**Which excited state is which in a 1,4-diphosphabenzene**

The molecule is a benzene-like ring with two phosphorus atoms para to each other, a methyl group and a trimethylsilyl group. Its six lowest singlets from Tamm-Dancoff ωB97X-D are lettered below. The task is to match them to their leading orbital pairs, given here in no particular order: HOMO-1→LUMO, HOMO→LUMO+1, HOMO-4→LUMO, HOMO→LUMO, HOMO-1→LUMO+1 and HOMO-3→LUMO.

The six lowest vertical singlet excitations of the 1,4-diphosphabenzene C8H14P2Si in the gas phase, computed with PySCF 2.14.0 at the Tamm-Dancoff ωB97X-D/def2-SVP level with density fitting and a frozen core, on the GFN2-xTB geometry of one conformer. Hole and electron measures come from the normalised excitation amplitudes, and lambda is the spatial overlap of the orbital pairs. Candidates: 1, 4, 3, 2, 6, 5.

```tsv
row	singlet energy (eV)	singlet oscillator strength	singlet hole electron distance (Å)	singlet exciton size (Å)	singlet orbital overlap lambda
A	4.610	0.036	0.700	3.140	0.560
B	5.330	0.001	0.810	3.180	0.480
C	4.370	0.011	0.030	3.040	0.690
D	4.690	0.185	0.110	3.080	0.840
E	4.460	0.004	0.920	3.270	0.570
F	4.950	0.001	0.410	3.140	0.560
```

The oscillator strength $f$ measures brightness. The hole electron distance joins the centroids of hole and electron, the exciton size is their root-mean-square separation, and $\Lambda$ (lambda) is the spatial overlap of the orbitals involved. In the same calculation HOMO and LUMO sit mainly and about equally on both P atoms, HOMO-2 and LUMO+1 on ring carbons, while HOMO-1 and HOMO-3 each lean to one P.

**(a) Sort the rows by type of state and assign those that this settles.**

*Solution.* The ring has two kinds of high occupied orbital. HOMO and HOMO-2 descend from benzene's upper π pair, and the others are read as in-plane phosphorus lone-pair or σ orbitals. A π hole shares the space above and below the ring with a π* electron, which gives high $\Lambda$ and coinciding centroids. An in-plane hole lies in the nodal plane of π*, so $\Lambda$ is low and $f$ tends to be small, and a hole leaning to one P shifts the centroid. Brightness alone is no safe guide, since a ππ* state can be weak too.

The rows split this way. C and D have the two highest $\Lambda$, a step of 0.12 above the rest, and distances of 0.11 Å or less, so they take the two pairs that start from the HOMO. The transition dipoles agree: those of A, B, E and F have 76 to 100 % of their square along one axis, inferred to be the ring normal, and those of C and D practically none.

D is HOMO→LUMO, since two π orbitals on the same P atoms should give the largest overlap (0.84). By benzene's pattern the HOMO changes sign from one P to the other and the LUMO does not. Their product is then positive at one P and negative at the other, which makes a strong dipole along the P···P direction and fits the bright row ($f$ = 0.185). C is then HOMO→LUMO+1 by elimination. Both assignments are sure.

Low $\Lambda$ does not signal long-range charge transfer here, because the distance is at most 0.28 of the exciton size. Electron widths of 2.1 to 2.3 Å match the hole widths, so no row looks like a Rydberg state. That second reading is weak, since a basis without diffuse functions describes such states poorly, above all near the highest row.

**(b) Assign A, B, E and F, using the orbital gaps 8.86 eV (HOMO-1→LUMO), 9.01 eV (HOMO-3→LUMO), more than that for HOMO-4→LUMO, and 9.96 eV (HOMO-1→LUMO+1).**

*Solution.* An excitation costs the orbital gap, less the attraction between the electron and the hole it leaves. With two point charges an exciton size $d$ apart, nothing is fitted:

$$E \approx \Delta\varepsilon - \frac{e^2}{4\pi\varepsilon_0 d} = \Delta\varepsilon - \frac{14.40\ \text{eV Å}}{d}.$$

All sizes are similar, so the attraction stays between 4.40 and 4.74 eV and these states should roughly follow their gaps. This attraction enters the calculation itself through long-range exact exchange. The estimate therefore serves to sort rows and tests nothing about nature.

HOMO-1→LUMO+1 points to the highest row, B:

$$E \approx 9.96 - \frac{14.40}{3.18} = 9.96 - 4.53 \approx 5.4\ \text{eV},$$

against 5.33 eV computed.

HOMO-4→LUMO has only a lower bound on its gap, and $f$ is 0.001 for both B and F, so overlap has to decide between them. A, E and F share $\Lambda$ within 0.01, as suits a common acceptor on phosphorus, while B lies 0.08 lower, as suits an acceptor on carbon. B as HOMO-1→LUMO+1 and F as HOMO-4→LUMO are fairly sure.

Spin-orbit coupling supports this. By El-Sayed's rule a one-electron operator couples an nπ* singlet strongly to a ππ* triplet that differs only in the hole. B couples by 46.4 cm⁻¹ to T3, mainly HOMO→LUMO+1, and by only 4.7 cm⁻¹ to T1, which is HOMO→LUMO; A, E and F show the reverse preference.

A and E remain. E lies 0.15 eV below A, the same as the difference of the two gaps, which hints at HOMO-1→LUMO for E and HOMO-3→LUMO for A. The hint is weak: with the exciton sizes included, the estimate for this choice gives 4.46 eV for E and 4.42 eV for A, the wrong order. Two holes so close in energy and of like symmetry can mix freely, so this pair is ambiguous.

**(c) Check the labels. Why is the pair with the smallest gap, 7.81 eV, not the lowest state, and why is the lowest state weak?**

*Solution.* The letters are A = 3, B = 6, C = 1, D = 4, E = 2, F = 5, and the leading pairs below agree with all six assignments, including the tentative choice for A and E. The numbers themselves only count the states by rising energy.

The rows with their labels:

```tsv
row	singlet energy (eV)	singlet oscillator strength	singlet hole electron distance (Å)	singlet exciton size (Å)	singlet orbital overlap lambda	singlet main from	singlet main to
1	4.370	0.011	0.030	3.040	0.690	HOMO	LUMO+1
2	4.460	0.004	0.920	3.270	0.570	HOMO-1	LUMO
3	4.610	0.036	0.700	3.140	0.560	HOMO-3	LUMO
4	4.690	0.185	0.110	3.080	0.840	HOMO	LUMO
5	4.950	0.001	0.410	3.140	0.560	HOMO-4	LUMO
6	5.330	0.001	0.810	3.180	0.480	HOMO-1	LUMO+1
```

The doubt over A and E was justified. Row 2 has weights 0.59 and 0.35 on HOMO-1 and HOMO-3, and row 3 has 0.36 and 0.60. Each state is nearly one natural transition pair, so the printed label is only a majority name for a mixed hole. Coupling also pushes two states apart, so the match between their spacing and the difference of the gaps is partly chance. Two such opposite mixtures of the same pairs combine the transition dipoles with opposite relative sign, which can brighten one state and dim the other. Whether this makes row 3 the brighter one is not shown by the output.

The estimate meets the computed energies of rows 1, 2, 3 and 6 within 0.19 eV and falls 1.55 eV short for row 4. Theory names the omitted term: a singlet carries an exchange repulsion $2K$ that a triplet lacks, and $K$ grows with the overlap of hole and electron. The numbers show a large splitting, with T1 lying 2.21 eV below row 4 and led by the same pair. A strongly overlapping pair is thus lifted above its place in the gap order, while in-plane holes stay near theirs.

The estimate, free of exchange, should land near T1 but lies 0.66 eV above it. Point charges at the root-mean-square distance probably understate the attraction in this pair, so the close agreement elsewhere may be partly a cancellation of errors. The residuals are listed in the output below.

Row 1 mixes HOMO→LUMO+1 (0.49) with HOMO-2→LUMO (0.42), whose gaps differ by 0.05 eV. This is the standard $L_b$ pattern of benzene: the lower combination of two near-degenerate configurations has largely cancelling dipoles, and little net transition density also means little exchange repulsion. The argument fits an $f$ more than ten times smaller than that of row 4, though the analogy is loose with the symmetry lowered by the substituents.

The characters are safer than the order. Rows 1 to 4 span only 0.32 eV, within the usual error of the method, and Tamm-Dancoff often places bright ππ* states too high, so a full response calculation could move row 4 down past its neighbours. The results hold for one gas-phase conformer, and double excitations lie outside linear response.

The analysis program printed:

```
rounding of the table: energy 0.005 eV, f 0.0005, lengths 0.005 A, lambda 0.005
rows by falling energy: 6 (5.330), 5 (4.950), 4 (4.690), 3 (4.610), 2 (4.460), 1 (4.370)
rows by falling f: 4 (0.185), 3 (0.036), 1 (0.011), 2 (0.004), 5 (0.001), 6 (0.001)
rows by falling lambda: 4 (0.840), 1 (0.690), 2 (0.570), 3 (0.560), 5 (0.560), 6 (0.480)
rows by falling distance: 2 (0.920), 6 (0.810), 3 (0.700), 5 (0.410), 4 (0.110), 1 (0.030)
neighbouring energy steps (eV): 0.09, 0.15, 0.08, 0.26, 0.38
span of rows 1-4: 0.32 eV; span of all rows: 0.96 eV
f ratios: row4/row1 17, row4/row3 5.1, row3/row2 9; row 4 share of summed f 78 %
lambda step between groups: 0.12; rows 2,3,5 spread 0.01; row 6 below them by 0.08
exciton size 3.04-3.27 A, spread 7 % of the mean
hole width 2.14-2.33 A, electron width 2.13-2.28 A
row pair | distance/size | distance/mean width | dipole share along y | NTO participation | SOC to T1, T3 (cm-1)
1 HOMO->LUMO+1 | 0.01 | 0.01 | 0 % | 1.96 | 1.0, 0.1
2 HOMO-1->LUMO | 0.28 | 0.40 | 100 % | 1.02 | 37.7, 1.7
3 HOMO-3->LUMO | 0.22 | 0.31 | 99 % | 1.03 | 66.5, 7.2
4 HOMO->LUMO | 0.04 | 0.05 | 0 % | 1.34 | 2.5, 1.2
5 HOMO-4->LUMO | 0.13 | 0.18 | 76 % | 1.04 | 38.3, 6.5
6 HOMO-1->LUMO+1 | 0.25 | 0.36 | 82 % | 1.03 | 4.7, 46.4
angle between transition dipoles of rows 1 and 4: 47 deg
estimate E = orbital gap - 14.40 eV A / size; attraction term 4.40-4.74 eV
row 1: gap 8.92, gap - E 4.55, estimate 4.18, computed 4.37, computed - estimate +0.19 eV
row 2: gap 8.86, gap - E 4.40, estimate 4.46, computed 4.46, computed - estimate +0.00 eV
row 3: gap 9.01, gap - E 4.40, estimate 4.42, computed 4.61, computed - estimate +0.19 eV
row 4: gap 7.81, gap - E 3.12, estimate 3.14, computed 4.69, computed - estimate +1.55 eV
row 5: HOMO-4 energy not given; gap above 9.01, estimate above 4.42, computed 4.95 eV
row 6: gap 9.96, gap - E 4.63, estimate 5.44, computed 5.33, computed - estimate -0.11 eV
worst row 4: +1.55 eV; largest miss of the others 0.19 eV
row 1 partners: HOMO->LUMO+1 gap 8.92, HOMO-2->LUMO gap 8.97, difference 0.05 eV
HOMO-1 less HOMO-3: 0.15 eV; row 3 less row 2: 0.15 eV
LUMO+1 less LUMO: 1.10 eV; row 6 less row 2: 0.87 eV
T1 at 2.48 eV; row 4 less T1 2.21 eV; row 4 estimate less T1 +0.66 eV
```
